## The Lorentz oscillator: anomalous dispersion and the condition for $\varepsilon_1<0$

### One mode of CO$_2$

The 4.3 µm band of CO$_2$ is the antisymmetric stretch. Model the molecule as three collinear masses $m_O,m_C,m_O$ with axial displacements $x_1,x_2,x_3$, joined by two springs $k$ and carrying dynamical charges $-q^*/2,\ q^*,\ -q^*/2$. The squared normal frequencies are $0$, $k/m_O$ and $k(1/m_O+2/m_C)$. The induced dipole is $p=q^*s$ with $s=x_2-(x_1+x_3)/2$, which vanishes for the translation and for the symmetric stretch. One coordinate therefore couples to light, with mass $\mu=2m_Om_C/(2m_O+m_C)$ and $\omega_0^2=2k/\mu$. With a phenomenological friction $\gamma$ and an axial field $E_\parallel e^{-i\omega t}$,

$$\mu(\ddot s+\gamma\dot s+\omega_0^2s)=q^*E_\parallel e^{-i\omega t}.$$

For $N$ randomly oriented molecules per volume, $\langle\cos^2\theta\rangle=1/3$. If each feels the macroscopic field, then in SI units

$$\varepsilon(\omega)=\varepsilon_\infty+\frac{\omega_p^2}{\omega_0^2-\omega^2-i\gamma\omega},\qquad \omega_p^2=\frac{Nq^{*2}}{3\epsilon_0\mu},$$

where the constant $\varepsilon_\infty$ collects the electronic transitions. The poles $\omega=-i\gamma/2\pm\sqrt{\omega_0^2-\gamma^2/4}$ lie in the lower half-plane, so the response is causal and $\varepsilon-\varepsilon_\infty$ obeys the Kramers–Kronig relations. All results below are homogeneous in the frequencies and hold unchanged for wavenumbers $\tilde\nu=\omega/2\pi c$; in the numerical parts $\gamma$ is in cm$^{-1}$.

### Extrema of $\varepsilon_1$

With $u=\omega_0^2-\omega^2$,

$$\varepsilon_1=\varepsilon_\infty+\frac{\omega_p^2u}{u^2+\gamma^2(\omega_0^2-u)},\qquad \varepsilon_2=\frac{\omega_p^2\gamma\omega}{u^2+\gamma^2\omega^2},$$

$$\frac{d\varepsilon_1}{du}=\omega_p^2\,\frac{\gamma^2\omega_0^2-u^2}{[u^2+\gamma^2(\omega_0^2-u)]^2}.$$

Since $u$ falls as $\omega$ rises, $\varepsilon_1$ decreases with frequency exactly where $|u|<\gamma\omega_0$. This is the region of anomalous dispersion. It is bounded by

$$\omega^2=\omega_0^2-\gamma\omega_0:\quad \varepsilon_1^{\max}=\varepsilon_\infty+\frac{\omega_p^2}{\gamma(2\omega_0-\gamma)},$$

$$\omega^2=\omega_0^2+\gamma\omega_0:\quad \varepsilon_1^{\min}=\varepsilon_\infty-\frac{\omega_p^2}{\gamma(2\omega_0+\gamma)}.$$

The minimum always exists. The maximum lies at a finite frequency only for $\gamma<\omega_0$; otherwise $\varepsilon_1$ falls from $\omega=0$ on. For $\gamma\ll\omega_0$ the extrema sit at $\omega_0\mp\gamma/2$, the half-height points of $\varepsilon_2$, so $\gamma$ is the full width at half maximum. The positions do not depend on $\omega_p$. The refractive index has its extrema at the same places only in a dilute medium, where $n-\sqrt{\varepsilon_\infty}$ is linear in $\varepsilon_1-\varepsilon_\infty$.

### Negative $\varepsilon_1$ and its zeros

Define $r=\omega_p^2/[\varepsilon_\infty\gamma(2\omega_0+\gamma)]$. Then $\varepsilon_1^{\min}=\varepsilon_\infty(1-r)$, and

$$\varepsilon_1<0\ \text{somewhere}\iff \omega_p^2>\varepsilon_\infty\gamma(2\omega_0+\gamma).$$

The zeros follow in closed form. With $v=\omega^2-\omega_0^2$ and $A=\omega_p^2/\varepsilon_\infty$, $\varepsilon_1=0$ reads $v^2-(A-\gamma^2)v+\gamma^2\omega_0^2=0$, so

$$v_\pm=\tfrac12\Big[A-\gamma^2\pm\sqrt{(A-\gamma^2)^2-4\gamma^2\omega_0^2}\Big].$$

Both roots are positive and distinct when $A-\gamma^2>2\gamma\omega_0$, which is $r>1$ again. Their product is $(\gamma\omega_0)^2$, so they bracket the minimum and merge with it at $r=1$. For $r\gg1$ and $\gamma^2\ll A$,

$$\omega_-^2\simeq\omega_0^2+\frac{\gamma^2\omega_0^2}{A},\qquad \omega_+^2\simeq\omega_L^2-\frac{\gamma^2\omega_L^2}{A},\qquad \omega_L^2=\omega_0^2+\frac{\omega_p^2}{\varepsilon_\infty}.$$

As $\gamma\to0$ the lower zero merges with the pole and the upper one tends to the longitudinal frequency $\omega_L$. "Small damping" here means $\gamma\omega_0\ll A$, which for a weak oscillator is far stricter than $\gamma\ll\omega_0$. The complex function $\varepsilon$ vanishes at $\omega^2+i\gamma\omega=\omega_L^2$ for any $r$, so a damped longitudinal root exists even when $\varepsilon_1$ stays positive on the real axis.

### Lorentz local field

In an isotropic fluid, or at a site of cubic symmetry in a lattice of parallel point dipoles, the Lorentz field is $E+P/3\epsilon_0$. Write $D=\omega_0^2-\omega^2-i\gamma\omega$. For a vacuum background $P=\epsilon_0(\omega_p^2/D)(E+P/3\epsilon_0)$, hence

$$\varepsilon=1+\frac{\omega_p^2}{D-\omega_p^2/3}.$$

The form is unchanged, with $\omega_0^2$ replaced by $\omega_T^2=\omega_0^2-\omega_p^2/3$, and $\omega_L^2=\omega_0^2+2\omega_p^2/3$. If the background is polarisable, the Clausius–Mossotti sum $\frac{\varepsilon-1}{\varepsilon+2}=\frac{\varepsilon_\infty-1}{\varepsilon_\infty+2}+\frac{\omega_p^2}{3D}$ gives

$$\varepsilon=\varepsilon_\infty+\frac{L^2\omega_p^2}{D-L\omega_p^2/3},\qquad L=\frac{\varepsilon_\infty+2}{3},$$

so the shift $\omega_p^2/3$ belongs to $\varepsilon_\infty=1$ alone. In that case, for $\gamma,\omega_p\ll\omega_0$, the resonance moves down by $\omega_p^2/6\omega_0\simeq r\gamma/3$. The local field shifts a line by a noticeable part of its width only when the medium is near the condition for negative $\varepsilon_1$.

### Comparison with the general statement

For any passive medium, in a window where $\varepsilon_2$ vanishes, the Kramers–Kronig relation gives

$$\frac{d\varepsilon_1}{d(\omega^2)}=\frac2\pi\int_0^\infty\frac{\omega'\varepsilon_2(\omega')}{(\omega'^2-\omega^2)^2}\,d\omega'>0,$$

so anomalous dispersion requires absorption. The oscillator makes this quantitative: for $\gamma\ll\omega_0$ the slope is negative only where $\varepsilon_2$ exceeds half its peak. For a sum of oscillators each term is bounded by its own minimum, so

$$\varepsilon_1\ge\varepsilon_\infty-\sum_j\frac{\omega_{p,j}^2}{\gamma_j(2\omega_j+\gamma_j)}.$$

A sum larger than $\varepsilon_\infty$ is then necessary for $\varepsilon_1<0$. It is also sufficient for one oscillator, where the bound is attained.

### Numbers for CO$_2$ gas

The strength follows from the sum rule $\int_0^\infty\omega\varepsilon_2\,d\omega=\pi\omega_p^2/2$. In a gas $n\simeq1$ and the intensity absorption coefficient is $\alpha=2\pi\tilde\nu\varepsilon_2$, so the band intensity per molecule $S$ obeys $NS=\int\alpha\,d\tilde\nu=\pi^2\tilde\nu_p^2$.

Typical inputs for $^{12}$C$^{16}$O$_2$, all approximate: $\tilde\nu_0=2349$ cm$^{-1}$ (4.26 µm), $S=9.5\times10^{-17}$ cm/molecule, rotational constant $B=0.39$ cm$^{-1}$, full self-broadened line width $0.20$ cm$^{-1}$ at 1 atm, masses 12 u and 16 u. For the ideal gas at 296 K and 1 atm, $N=2.48\times10^{19}$ cm$^{-3}$ and $\tilde\nu_p^2=239$ cm$^{-2}$. The chain parameters that reproduce these inputs are $\mu=8.73$ u, $k=1.42\times10^3$ N/m and $q^*=2.3\,e$. We set $\varepsilon_\infty=1$; the electronic background, typically about $10^{-3}$ in $\varepsilon_\infty-1$ at this density, raises $\varepsilon_1$ uniformly and changes $r$ by a part in a thousand.

Rotation divides the strength among lines. In a rigid rotor with the same $B$ in both vibrational levels, the line R($J$) lies at $\tilde\nu_0+2B(J+1)$ and carries the fraction $(J+1)e^{-BJ(J+1)/\theta}/Q$, with $\theta=k_BT/hc=205.7$ cm$^{-1}$. Only even $J$ occur in the lower level, because the $^{16}$O nuclei are spinless bosons, so neighbouring lines are $4B=1.56$ cm$^{-1}$ apart and $Q=\sum_{J\,\rm even}(2J+1)e^{-BJ(J+1)/\theta}=264$. The strongest line is R(16), 13 cm$^{-1}$ above the centre, with the fraction 0.0385.

The table lists three ways of reading the band as one oscillator; the envelope width of 50 cm$^{-1}$ is assumed. The last row is the optical phonon of cubic SiC, discussed below; it rests on typical values of $\tilde\nu_0=\tilde\nu_T$, $\tilde\nu_L$ and $\varepsilon_\infty$ and on an assumed $\gamma$.

| oscillator | $\tilde\nu_0$ (cm$^{-1}$) | $\tilde\nu_p^2$ (cm$^{-2}$) | $\gamma$ (cm$^{-1}$) | $\varepsilon_\infty\gamma(2\tilde\nu_0+\gamma)$ (cm$^{-2}$) | $r$ |
|---|---|---|---|---|---|
| line R(16) | 2362 | 9.2 | 0.20 | 945 | 0.0097 |
| all strength in one line | 2349 | 239 | 0.20 | 940 | 0.25 |
| smoothed envelope | 2349 | 239 | 50 | $2.37\times10^5$ | 0.0010 |
| 3C-SiC | 796 | $2.02\times10^6$ | 5 | $5.19\times10^4$ | 39 |

**Single line.** Across R(16), $\varepsilon_1$ drops from 0.0097 above its background to 0.0097 below it, between points 0.10 cm$^{-1}$ on either side of the centre, and $n$ swings by $\pm0.0049$. Each adjacent line adds about $\tilde\nu_p^2/(2\tilde\nu_0\cdot4B)=0.0012$, the two with opposite signs. The Doppler full width, $\tilde\nu_0\sqrt{8k_BT\ln2/Mc^2}=0.0044$ cm$^{-1}$ for $M=44$ u, is small beside $\gamma$. The local-field shift caused by the line itself is $6.5\times10^{-4}$ cm$^{-1}$. The model omits the collisional pressure shift, typically a few $10^{-3}$ cm$^{-1}$ at 1 atm, which is the larger of the two.

**Bound.** With equal widths and nearly equal centres, the sum over lines in the general bound is the second row, $r=0.25$. In the binary-collision regime both $\tilde\nu_p^2$ and $\gamma$ are proportional to $N$, so this value does not depend on pressure. At low pressure each velocity class is an oscillator of the same $\gamma$, so Doppler broadening respects the bound. As long as collisions broaden the lines independently, $\varepsilon_1$ stays positive, with a factor of four to spare for the variation of width with $J$.

**Envelope.** When the lines overlap or are averaged over, the extrema of the smoothed model lie at 2324 and 2374 cm$^{-1}$ and the local-field shift is 0.017 cm$^{-1}$. The swing of $\pm0.0010$ is as large as the electronic background. A single Lorentzian ignores the P–R doublet, whose lobes lie about 13 cm$^{-1}$ from the centre, half of the assumed half-width, so this row fixes the scale and not the shape. At fixed width $r=1$ needs $N=2.5\times10^{22}$ cm$^{-3}$, a mean spacing $N^{-1/3}=3.4$ Å. Molecules are then in contact, and free rotation, $\varepsilon_\infty=1$ and the assumed width all fail.

### A case with $r\gg1$: cubic SiC

Typical values for 3C-SiC are $\tilde\nu_T=796$ cm$^{-1}$, $\tilde\nu_L=972$ cm$^{-1}$ and $\varepsilon_\infty=6.5$, with an assumed $\gamma=5$ cm$^{-1}$. Here $\tilde\nu_T$ already contains the local field and plays the role of $\tilde\nu_0$, and $\tilde\nu_p^2=\varepsilon_\infty(\tilde\nu_L^2-\tilde\nu_T^2)$ is fitted to $\tilde\nu_L$. Anomalous dispersion is confined to 793.5–798.5 cm$^{-1}$, and the model's minimum is $\varepsilon_1=-247$. The exact roots $v_\pm$ place the zeros 0.032 cm$^{-1}$ above $\tilde\nu_T$ and 0.039 cm$^{-1}$ below $\tilde\nu_L$, and the small-damping expansions give the same two figures. Thus $\varepsilon_1$ is negative over almost the whole interval of 176 cm$^{-1}$, mostly with normal dispersion: the anomalous region is set by $\gamma$, the negative region by $\omega_p^2/\varepsilon_\infty$.